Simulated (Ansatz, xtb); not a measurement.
## Redistribution: SiH2Cl2 + C2H8Si2 → SiH2(SiH3)Cl + C2H5ClSi

Species: SiH2Cl2 `Cl[SiH2]Cl`, singlet; C2H8Si2 `C=C[SiH2][SiH3]`, singlet; SiH2(SiH3)Cl, singlet; C2H5ClSi `C=C[SiH2]Cl`, singlet. The partners trade Cl for SiH3; both sit on Si, so the bond types are kept.

Shapes, held fixed at every level: PBE0-D4/def2-TZVP. Flexible molecules stand in one conformer, not always the lowest. Programs: Ansatz 0.2.0, xtb 6.7.1. The zero-point and thermal change to 298 K, harmonic and unscaled (PBE0-D4/def2-TZVP), is +0.3 kJ/mol.

```json
{"level": "GFN1-xTB", "kind": "semi-empirical", "ΔH(298 K) (kJ/mol)": "-0.5", "less CCSD(T)/CBS estimate": "+0.4"}
{"level": "HF/def2-SVP", "kind": "Hartree–Fock", "ΔH(298 K) (kJ/mol)": "-4.9", "less CCSD(T)/CBS estimate": "-4.0"}
{"level": "r2SCAN-D4/def2-TZVPP", "kind": "meta-GGA", "ΔH(298 K) (kJ/mol)": "+1.2", "less CCSD(T)/CBS estimate": "+2.1"}
{"level": "B3LYP-D4/def2-TZVPP", "kind": "global hybrid", "ΔH(298 K) (kJ/mol)": "-1.0", "less CCSD(T)/CBS estimate": "-0.1"}
{"level": "BHLYP-D4/def2-TZVPP", "kind": "global hybrid", "ΔH(298 K) (kJ/mol)": "-2.7", "less CCSD(T)/CBS estimate": "-1.8"}
{"level": "wB97X-V/def2-TZVPP", "kind": "range-separated hybrid", "ΔH(298 K) (kJ/mol)": "-1.4", "less CCSD(T)/CBS estimate": "-0.5"}
{"level": "MP2/def2-TZVPP", "kind": "perturbation theory", "ΔH(298 K) (kJ/mol)": "+0.4", "less CCSD(T)/CBS estimate": "+1.3"}
{"level": "CCSD(T)/def2-TZVPP", "kind": "coupled cluster or CI", "ΔH(298 K) (kJ/mol)": "+0.1", "less CCSD(T)/CBS estimate": "+1.0"}
{"level": "CCSD(T)/CBS estimate", "kind": "coupled cluster or CI", "ΔH(298 K) (kJ/mol)": "-0.9", "less CCSD(T)/CBS estimate": "0.0"}
```

The highest level, CCSD(T)/CBS estimate, gives ΔH(298 K) = -0.9 kJ/mol; the levels span -4.9 to +1.2. That is about zero within the method's error. They disagree on the sign: 3 of 9 are positive. The column of differences is taken from that level and isn't an error. No measured value is set beside it here. The CBS estimate extrapolates MP2 from def2-TZVPP and def2-QZVPP and adds CCSD(T) − MP2 in the triple-zeta set, cores frozen.

The exchange is essentially thermoneutral, and the calculation supports no enthalpic preference for either side. This is expected when one Si–Cl and one Si–Si bond are broken and re-formed: the large bond energies cancel, leaving only the influence of the other substituent on each silicon. Dichlorosilane loses its geminal Cl/Cl interaction, in which a chlorine lone pair donates into the neighbouring Si–Cl σ* orbital, while the vinyl group gains a chlorine on its silicon and can donate π density into the new Si–Cl σ* orbital. These effects probably offset each other largely.

With so small a remainder, the sign carries little chemical meaning. In the same basis, MP2 and CCSD(T) nearly coincide, whereas extrapolation takes the coupled-cluster value from +0.1 to -0.9 kJ/mol, so basis-set convergence matters more here than correlation beyond second order. At equilibrium a mixture is therefore likely, with the two equivalent chlorines of dichlorosilane giving the products a modest statistical advantage. Whether the exchange proceeds without a catalyst depends on its barrier, which isn't shown.
